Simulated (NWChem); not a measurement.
PN: a line through the functionals

The species is PN (2 atoms), meant as a singlet with charge 0. As SMILES, `N#P`. Geometry: the measured bond length.

The dipole moment y, in D, basis aug-cc-pVTZ; a is the functional's share of exact exchange. Programs: NWChem 7.3.0.

| functional | program | a | y (D) |
| --- | --- | --- | --- |
| PBE | NWChem | 0 | 2.67 |
| TPSS | NWChem | 0 | 2.63 |
| B3LYP | NWChem | 0.2 | 2.87 |
| PBE0 | NWChem | 0.25 | ? |
| BHLYP | NWChem | 0.5 | 3.05 |

Question: Fit y = c + s·a to the known rows and predict PBE0.

Answer: 
1. Means of the 4 rows: a = 0.1750, y = 2.805.
2. Σ(Δa)² = 0.1675, Σ(Δa·Δy) = 0.1355, so the slope is 0.1355/0.1675 = 0.80896.
3. Intercept: 2.805 − (0.80896) × 0.1750 = 2.663. The largest residual of the fit is 0.045.
4. PBE0: 2.663 + (0.80896) × 0.25 = 2.87 D.

The run gave 2.83 D, so the prediction is off by +0.04 D, within the scatter of the fit. More exact exchange makes the molecule more polar here. The measured value is 2.75 D (NIST CCCBDB); in this basis the line meets it at a = 0.11.

The dipole grows from the semilocal functionals to BHLYP, but not strictly with the exact-exchange share: B3LYP gives 2.87 D, above the 2.83 D of PBE0, which contains more. The rest of the functional therefore matters too, and the cleanest evidence for the exchange effect is the step from PBE to PBE0, 2.67 to 2.83 D.

Nitrogen is the more electronegative atom, so the occupied π orbitals lean towards it, while their antibonding partners have more weight on phosphorus. Left-right correlation mixes in these antibonding orbitals and returns some density to phosphorus, reducing the dipole. Semilocal exchange mimics part of this effect; replacing it with exact exchange probably removes some of that compensation and leaves the multiple bond too polar.

The measured moment lies between the PBE and PBE0 values, which fits this picture. The crossing at 0.11 is best read as a balance of errors for this one property, not as an optimal exchange fraction for PN or for polar multiple bonds in general.
